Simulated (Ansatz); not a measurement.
# Zr: pressure and energy change per atom against volume scale

Plane-wave DFT, scalar-relativistic PAW made under PBE with cores redone for the functional, no dispersion; the given relaxed cell is scaled uniformly, energy at zero smearing counts from the unscaled cell, pressure at the given Fermi-Dirac smearing is positive in compression. The results are calculated, by Ansatz 0.2.0.

The cell before it is scaled or strained (space group P6/mmm, No. 191):
```
CELL_PARAMETERS angstrom
5.10720 0.00000 0.00000
-2.55360 4.42300 0.00000
0.00000 0.00000 3.17760
ATOMIC_POSITIONS crystal
Zr 0.00000 0.00000 0.00000
Zr 0.33333 0.66667 0.50000
Zr 0.66667 0.33333 0.50000
```

Settings of every row: spin polarised no; functional BLYP; wave cutoff 420 eV; smearing width 0.1 eV; k mesh 10x10x13.

Atom starting moment: 0 on all atoms.

Limits: the cell comes from a prototype or a list of computed structures and needn't be the stable phase.

| row | volume scale | V (Å³/atom) | pressure (GPa) | energy change per atom (meV) |
| --- | --- | --- | --- | --- |
| 1 | 0.88 | 21.055 | 14.37 | 114.69 |
| 2 | 0.92 | 22.012 | ? | ? |
| 3 | 0.96 | 22.969 | 3.92 | 10.6 |
| 4 | 1.04 | 24.883 | -3.26 | 10.84 |
| 5 | 1.08 | 25.841 | -5.96 | 39.48 |
| 6 | 1.12 | 26.798 | -8.2 | 82.88 |

Question: what pressure and energy change per atom should row 2 give?

Worked fit of pressure. Take u = (V_r/V)^(2/3) − 1 with V_r = 24.883 Å³ an atom, which is twice the finite (Eulerian) strain; such expansions in the strain, on which the Birch-Murnaghan equation of state is built, carry the rest volume and the bulk modulus. The shown rows have u = 0.1178, 0.05481, 0, -0.02487, -0.04823. Least squares give pressure = −3.273 + 115.77 × u + 288.21 × u² GPa; a straight line predicts inner rows, each left out in turn, worse (root mean square 0.96 against 0.031 GPa). The rows lie off it by 0.01, -0.02, 0.01, 0.01, -0.01. The pressure vanishes at u = 0.0265, or V = 23.92 Å³ an atom, and there the bulk modulus at fixed shape and fractions is B = −V dP/dV = (2/3)(1 + u) dP/du = 89.7 GPa. Letting shape and atoms relax would as a rule lower it, by much in layered, chain or molecular crystals. The withheld row has u = 0.08516, so the fit gives −3.273 + 115.77 × (0.08516) + 288.21 × (0.08516)² = 8.68 GPa.

The calculation gave 8.65 GPa. The fit lies 0.03 GPa (0.13 % of the column's range) above it; its largest miss of a shown row is 0.02 GPa.

Worked fit of energy change per atom. Take u = (V_r/V)^(2/3) − 1 with V_r = 24.883 Å³ an atom, which is twice the finite (Eulerian) strain; such expansions in the strain, on which the Birch-Murnaghan equation of state is built, carry the rest volume and the bulk modulus. The shown rows have u = 0.1178, 0.05481, 0, -0.02487, -0.04823. Least squares give energy change per atom = 11.119 − 796.105 × u + 14229.85 × u² meV; a straight line predicts inner rows, each left out in turn, worse (root mean square 47 against 0.61 meV). The rows lie off it by -0.11, 0.37, -0.28, -0.24, 0.26 (root mean square 0.27 meV). The withheld row has u = 0.08516, so the fit gives 11.119 − 796.105 × (0.08516) + 14229.85 × (0.08516)² = 46.52 meV.

The calculation gave 47.05 meV. The fit lies 0.53 meV (1.1 % of the value, 0.51 % of the column's range) below it; its largest miss of a shown row is 0.37 meV.
